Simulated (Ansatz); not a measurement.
## A substitution series on Al: CH3 to Cl

Gas-phase molecules. On one Al centre that keeps SH2, n of the CH3 ligands are replaced by Cl. The atomisation energy (no zero-point term) y in kJ/mol at CCSD(T)/CBS estimate. Shapes: PBE0-D4/def2-TZVP. Flexible molecules stand in one conformer, not always the lowest. Programs: Ansatz 0.2.0.

| molecule | n | y (kJ/mol) |
| --- | --- | --- |
| Al(CH3)3(SH2) | 0 | 5538 |
| Al(CH3)2(SH2)Cl | 1 | 4422 |
| Al(CH3)(SH2)Cl2 | 2 | ? |
| Al(SH2)Cl3 | 3 | 2150 |

Fit y = c + s·n to the known rows and predict Al(CH3)(SH2)Cl2.


1. Means of the 3 rows: n = 1.33333, y = 4036.7.
2. Σ(Δn)² = 4.6667, Σ(Δn·Δy) = -5274.7, so the slope is -5274.7/4.6667 = -1130.3.
3. Intercept: 4036.7 − (-1130.3) × 1.33333 = 5543.8. The largest residual of the fit is 8.6.
4. Al(CH3)(SH2)Cl2: 5543.8 + (-1130.3) × 2 = 3283 kJ/mol.

The run gave 3292 kJ/mol, so the prediction is off by -9 kJ/mol, about the largest residual. The steps per swap are -1116, -1130, -1142 kJ/mol. The slope is the difference between a Al–Cl and a Al–CH3 bond with the ligands’ own bonds. Other levels give for Al(CH3)(SH2)Cl2: SPW92/def2-TZVPP 3677; r2SCAN-D4/def2-TZVPP 3305; MP2/def2-SVP 3112 kJ/mol. Spin-orbit coupling of the free atoms (CH3 0, Cl 4 kJ/mol each; the atoms kept shift only the intercept) is left out. The CBS estimate extrapolates MP2 from def2-TZVPP and def2-QZVPP and adds CCSD(T) − MP2 in the triple-zeta set, cores frozen.

The steep fall in atomisation energy does not mean that chlorine binds aluminium more weakly than methyl does. Each swap removes a carbon atom and three strong C–H bonds, and the more polar, stronger Al–Cl bond recovers only a small part of that loss. Near-additivity follows because most of the energy sits in bonds that are barely affected by the other ligands.

The remainder is systematic: the steps grow from -1116 to -1142 kJ/mol, so the curve is slightly concave and a straight line underestimates the interior member. Mixed methyl chlorides are thus mildly favoured over their neighbours in the series, in line with the known ligand redistribution of organoaluminium halides. A likely cause is that electron-releasing methyl groups support the polar Al–Cl bonds, while several chlorines compete for the same electron density, though conformational differences could contribute to so small an effect. Because the totals do not isolate the dative Al–S bond, they do not show how Lewis acidity towards SH2 changes with chlorination.
